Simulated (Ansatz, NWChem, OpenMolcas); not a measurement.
## The HOMO–LUMO gap down a group: C to Sn

One atom is swapped for its congeners: CH3F (fluoromethane) `CF`; SiH3F `F[SiH3]`; GeH3F (fluorogermane) `[F][GeH3]`; SnH3F `[F][SnH3]`. All are singlets with charge 0.

Shapes, held fixed at every level: PBE0-D4/def2-TZVP. Programs: Ansatz 0.2.0, NWChem 7.3.0, OpenMolcas 26.06. A level may come from different programs for different species; with the same settings they agree closely. Values in eV.

Task: How should the HOMO–LUMO gap change along the series?

Result: At wB97M-V/def2-TZVPP the HOMO–LUMO gap isn't monotonic: it is largest for C and smallest for Sn (15.42 and 12.31 eV). 1 of 6 levels show this order throughout; 6 agree on the largest and the smallest. For atoms past krypton def2 sets carry core potentials with scalar relativity. Relativity is left out for Ge unless named. Orbital gaps aren't excitation energies, and the LUMO depends on the basis.

| level | CH3F | SiH3F | GeH3F | SnH3F |
| --- | --- | --- | --- | --- |
| HF/def2-SVP | 19.41 | 17.26 | 16.60 | 15.05 |
| PBE0/def2-SVP | 11.80 | 10.12 | 9.67 | 8.72 |
| B3LYP-D4/def2-TZVPP | 10.85 | 9.19 | 9.05 | 8.06 |
| BHLYP-D4/def2-TZVPP | 13.86 | 11.89 | 11.81 | 10.55 |
| wB97X-V/def2-TZVPP | 15.95 | 14.19 | 14.10 | 12.81 |
| wB97M-V/def2-TZVPP | 15.42 | 13.65 | 13.69 | 12.31 |

The robust pattern is a drop from carbon to silicon, a near-plateau between silicon and germanium, and another drop to tin. Down the group, the valence orbitals become more diffuse and overlap less well with those of hydrogen and fluorine. This tends to narrow the splitting between occupied levels and empty σ* levels, though it does not mean that every bond weakens: Si–F is stronger than C–F. The plateau probably reflects the filled 3d shell of germanium: it screens the nuclear charge poorly, so the 4s and 4p orbitals stay close in size and energy to silicon's 3s and 3p.

The reversal at wB97M-V, 13.65 eV for SiH3F against 13.69 eV for GeH3F, is too slight to establish a real inversion, and the other five levels place germanium lower. The two are more clearly separated at both def2-SVP levels, which may point to the description of the virtual orbitals as well as to the treatment of exchange. The calculations therefore support carbon and tin as the extremes, but not a firm order for the middle pair. Gaps alone also don't show how much of each decrease comes from a higher HOMO or a lower LUMO.
